Stretching gallium antimonide

A crystal at its equilibrium volume neither pushes nor pulls. If it is stretched evenly in all directions, it pulls back, and the stretching costs energy. How strongly does GaSb pull when its volume is 10% above equilibrium, and how much energy has been spent by then?

The table follows one undistorted zincblende cell, computed with a density functional, through a series of volumes. Pressure is positive when the crystal pushes outward and negative when it pulls inward. The energy is counted from the elements in their standard forms. The results at the largest volume are hidden for now.

Ansatz 0.2.0, zincblende GaSb at fixed atoms: r2SCAN density functional without spin polarization or dispersion correction, scalar-relativistic PAW, plane waves to 500 eV, 10×10×10 k mesh, Gaussian smearing of 0.02 eV. Energies are taken at zero smearing, relative to the elements' standard forms in the same functional; pressure is positive in compression.

```
volume (Å³/atom)  shortest distance (Å)  energy over elements (eV/atom)  pressure (GPa)
          25.367                  2.545                          -0.148           9.200
          26.231                  2.573                          -0.189           6.280
          27.096                  2.601                          -0.216           3.820
          27.961                  2.629                          -0.231           1.750
          28.625                  2.649                          -0.236           0.380
          28.826                  2.655                          -0.236           0.000
          29.690                  2.682                          -0.232          -1.470
          30.555                  2.707                          -0.221          -2.680
          31.708                  2.741                               ?               ?
```

The pressure marks the equilibrium much more sharply than the energy does. At 28.625 and 28.826 Å³ per atom the printed energies agree, because the bottom of an energy valley is flat. The pressure, which is the slope of the valley, still tells the two apart: it is 0.38 GPa in the first and zero in the second. The second is therefore the reference volume V₀.

Two limits guide the shape of the pressure curve. Close to V₀ the valley is a parabola, and the pull grows in proportion to the added volume. At very large separation the atoms no longer hold each other, so the pull must vanish. It must therefore pass through a maximum, and before it gets there, further steps of expansion must come to add less pull than a straight line would give.

The known rows show this softening. The bulk modulus, the pressure needed per relative change of volume, averages 87 GPa between the two smallest volumes and 50 GPa just beyond equilibrium. On the compressed side the overlapping electron clouds repel ever more steeply. The smallest volume is a constrained state, since real GaSb leaves the zincblende structure at roughly 7 GPa.

A simple bond law turns the two limits into a formula. Let x = (V/V₀)^(1/3) be the relative length of a bond. The binding energy of many solids roughly follows the curve (1 + a)·exp(−a), where a is proportional to the stretch. The restoring force, which is the slope of that curve, is then the stretch times a decaying exponential. Dividing by the area on which the force acts, which grows as x², gives the Vinet equation:

P = 3B₀ · (1 − x)/x² · exp[η(1 − x)]

Here P is the pressure, B₀ the bulk modulus at equilibrium and η a number that sets how fast the bonds weaken. A fit to the seven rows up to 29.690 Å³ gives B₀ = 53.3 GPa and η = 5.65. The curve follows those rows to within 0.004 GPa.

For the hidden row, which took no part in the fit, x = (31.708/28.826)^(1/3) = 1.032, and the formula gives

P = 3 × 53.3 × (−0.0323)/1.066 × 0.833 = −4.04 GPa

A straight line from equilibrium would give −5.33 GPa. Most of the difference comes from the last factor, the weakening of the stretched bonds.

One known row was kept out of the fit because its electrons are in a different state. The same calculations show that the direct gap between filled and empty bands shrinks as the crystal expands, from 0.41 eV at equilibrium to 0.19 eV at 29.690 Å³. At 30.555 Å³ the gap is zero. These gaps are read at the sampled points only, so a crossing between them could be missed. The standard explanation is that the lowest empty state at the centre of the Brillouin zone, Γ, is built from s orbitals in antibonding combination and falls quickly when the bonds lengthen. The valence top, built from p orbitals, falls more slowly, so the two meet and change order. The equilibrium run supports the starting order: its projected density of states shows mainly antimony 5p at the valence top and mostly s weight at the bottom of the empty bands. The stretched cells have no such projections, so the change of order itself is inferred. By symmetry the p-like level at Γ consists of three states of equal energy, with room for six electrons. Once the s-like state has dropped below it and taken two of them, the level is only partly filled. Filled and empty states then touch within it, so the gap should stay at zero on further expansion. Spin–orbit coupling, which these runs leave out, can open a gap where bands touch. Here it would split the six places into an upper group of four and a lower group of two. With the s-like state below both, the upper group would be half filled, so the bands should still touch as long as the crystal stays undistorted.

Between equilibrium and 29.690 Å³ the gap loses 0.22 eV for 1.47 GPa of even tension, or 0.22/1.47 = 0.15 eV per GPa. Functionals of this kind tend to make gaps too small. Much of that error should be shared by neighbouring volumes, so the slope is likely to be more reliable than the gap itself. The error closes the gap too early. Leaving out spin–orbit coupling, which would raise the valence top, acts the other way and closes it too late. The zero gap is thus no forecast that real GaSb turns metallic at this expansion.

The change of order should also leave a small mark on the pressure. Two electrons at Γ move from the p-like state into the s-like one, whose energy falls faster with expansion. A filled state whose energy falls faster on expansion pushes outward more strongly, so the exchange reduces the pull. Γ is one of 1000 sampled points, and the gap falls by 0.128 eV for each Å³ of cell volume. With 1 eV/Å³ equal to about 160 GPa, the shift is

2/1000 × 0.128 × 160 = 0.04 GPa

Such a sudden step belongs to the finite mesh of sampled points. In a real crystal the exchange would begin at Γ alone and spread gradually. The smearing of 0.02 eV is also narrow for a metal, so the pressures of the two most stretched cells may depend more on the mesh than the others do.

The row at 30.555 Å³ offers a rough test. The fitted curve overestimates its pull by 0.02 GPa, several times the largest miss among the fitted rows. The Birch–Murnaghan equation, which expands the energy in powers of strain and was fitted to the same seven rows, overestimates it by 0.04 GPa. The sign agrees with the argument in both cases, but the size depends on the equation chosen. An ordinary failure of both formulas under tension would look much the same. So might a numerical change: between 29.690 and 30.555 Å³ the program's real-space grid goes from 32 to 36 points along each edge.

The energy follows from the pressure, since it is the work done against the pull. Adding up the Vinet pressure from equilibrium to the hidden volume gives about 0.040 eV per atom, on top of the −0.236 eV at the bottom of the valley. In the known rows, energy and pressure agree in this way to within the printed digits. That shows the calculation to be consistent with itself; it doesn't prove the bond law.

The forecast for 31.708 Å³ takes the Vinet value and adds the shift at Γ. The pressure should be about −4.00 GPa, within −4.05 to −3.95, and by symmetry the three normal stresses equal it. The energy over elements should be about −0.196 eV per atom, within −0.198 to −0.194. The bands should still touch. The ranges are judgements that allow for rounding, for the choice of equation and for the crude estimate of the shift.

The withheld rows as computed:

```
volume (Å³/atom)  shortest distance (Å)  energy over elements (eV/atom)  pressure (GPa)
          31.708                  2.741                          -0.196          -4.030
```

Both numbers fall inside their ranges. The computed pressure is −4.03 GPa, so the forecast understates the pull by 0.03 GPa, or just under 1%. The energy agrees to the last printed digit. The bands do touch: the run's output gives a gap of zero on the sampled mesh. This was already known when the forecast was made, so that part of it was no test.

The pressure miss is instructive, because the correction made the forecast worse. Without the shift, the Vinet equation would have missed by only 0.01 GPa. For the Birch–Murnaghan equation the opposite holds: the shift reduces its miss from 0.05 to 0.01 GPa. The hidden row therefore supports the softening of the bonds, but a comparison with these two equations can't settle whether the exchange at Γ has the estimated size.

The two equations disagree here because the fit hardly constrains them on this side. Of the seven fitted rows only one is under tension, and over those rows both curves follow the data to within 0.004 GPa. At the hidden volume they lie 0.05 GPa apart, slightly more than the effect in question. A good fit to mostly compressed crystals is thus a weak guide to fine detail in stretched ones.

The energy is the easier quantity to forecast, because it collects the pressure over the whole path. An error of 0.03 GPa kept up over 2 Å³ changes it by only 0.03 × 2/160 = 0.0004 eV per atom, less than the last printed digit. The exact agreement in energy is therefore a milder success than it looks.

The same runs offer a test that needs neither equation. They give the pressure to more digits than the table, and seven of the volumes are evenly spaced, from 12% below V₀ to 6% above it. Each step of expansion lowers the pressure by less than the step before. Up to 29.690 Å³ this reduction shrinks smoothly: 0.459, 0.386, 0.326 and 0.276 GPa. The next value should be about 0.23 or 0.24 GPa, but the step to 30.555 Å³ gives 0.270. The crystal there pulls 0.03 to 0.04 GPa less than the smooth series demands, which is close to the estimated shift.

The break also comes just where the gap closes, as expected if the exchange at Γ causes it. But the real-space grid changes at the same step, and with r2SCAN that alone could shift the pressure by hundredths of a GPa, as much as the break itself. The runs can't separate the two causes. If the exchange is the right one, the Vinet equation owes part of its success at the hidden volume to luck: it makes the stretched crystal slightly too soft, and this stands in for the missing shift.

Repeating the series with the same 36-point grid at every volume would show how much of the break is numerical. A finer mesh of sampled points would then test the exchange. With twice as many points in each direction, Γ would carry one eighth of its present weight, and the sudden step should shrink in the same proportion.

Numerical output:

```
fit of pressure on 7 rows (vol < 30): coefficient of 3*(1-xl)/xl**2*exp(s*(1-xl)) 53.34 +/- 0.0094, s 5.646; rms 0.00179, worst 27.961 -0.00313, leave-one-out rms 0.004
  rows outside the fit (model, value, miss): 30.555 -2.702, -2.68, -0.0216; 31.708 -4.039, -4.03, -0.00909
fit of pressure on 7 rows (vol < 30): coefficient of t1 53.44 +/- 0.035, coefficient of t2 51.43 +/- 0.9; rms 0.0018, worst 29.69 -0.00368, leave-one-out rms 0.00348
  rows outside the fit (model, value, miss): 30.555 -2.72, -2.68, -0.0398; 31.708 -4.085, -4.03, -0.0545
fit of energy_over_elements on 8 rows: constant -0.2359 +/- 0.00017, coefficient of work 1.001 +/- 0.0047; rms 0.000331, worst 30.555 0.000497, leave-one-out rms 0.000518
  rows outside the fit (model, value, miss): 31.708 -0.196, -0.196, -2.55e-05
Pressure derivative of bulk modulus, Vinet: 4.764
Pressure derivative of bulk modulus, Birch-Murnaghan: 4.642
Mean bulk modulus between the two smallest volumes, GPa: 87.19
Mean bulk modulus between 28.826 and 29.690, GPa: 49.78
Fall of direct gap per cell volume, eV/A^3: 0.1279
Pressure shift from the exchange at Gamma, GPa: 0.04099
Vinet with shift less computed pressure at 30.555, GPa: 0.01939
Birch-Murnaghan with shift less computed pressure at 30.555, GPa: 0.001188
Straight-line pressure law at 31.708, GPa: -5.333
FORECAST pressure at 31.708, Vinet with shift, GPa: -3.998
Forecast less computed pressure at 31.708, GPa: 0.03191
Rival forecast at 31.708, Birch-Murnaghan with shift, GPa: -4.044
Signed direct gap at 31.708 by straight continuation, eV: -0.3249
Energy effect of the exchange at 31.708, meV/atom: -0.3249
```
